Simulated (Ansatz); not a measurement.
How basis sets differ on SiH3I (SMILES [SiH3]I)

SiH3I has 5 atoms, charge 0, and is taken as a singlet. SMILES: `[SiH3]I`. Geometry: relaxed at PBE0-D4/def2-TZVP.

Quantity: the vertical ionisation energy (to the doublet cation), in eV. The values are calculated.

```tsv
level	kind	program	value (eV)
HF/STO-3G	Hartree–Fock	Ansatz	6.92
HF/3-21G	Hartree–Fock	Ansatz	9.24
HF/def2-mTZVP	Hartree–Fock	Ansatz	9.15
HF/def2-TZVP (core potential)	Hartree–Fock	Ansatz	9.12
```

All-electron rows without a relativistic Hamiltonian named are non-relativistic, while core potentials hold scalar relativity, so basis and relativity change together. Spin-orbit coupling, which can split open shells on such heavy atoms by tenths of an eV, is left out. The values span 6.92 to 9.24 eV.

The minimal basis stands apart: HF/STO-3G gives 6.92 eV, whereas the other three levels lie close together, between 9.12 and 9.24 eV. The electron removed comes mainly from the iodine 5p lone pairs, which are largely non-bonding towards silicon. A single fixed radial function per valence shell cannot adapt to both the neutral molecule and the more contracted cation. The low value suggests that this rigidity penalises the electron-rich neutral more, leaving its lone pair too weakly bound. Splitting the valence shell removes most of the error, but the values do not rise steadily with basis size, since 3-21G gives the highest.

The close agreement of the two larger sets suggests that little basis dependence remains at the Hartree–Fock level, but it does not establish the accuracy of the ionisation energy. Missing electron correlation probably leaves even these values too low, because the neutral molecule, with its lone pair intact, generally gains more correlation energy than the cation.
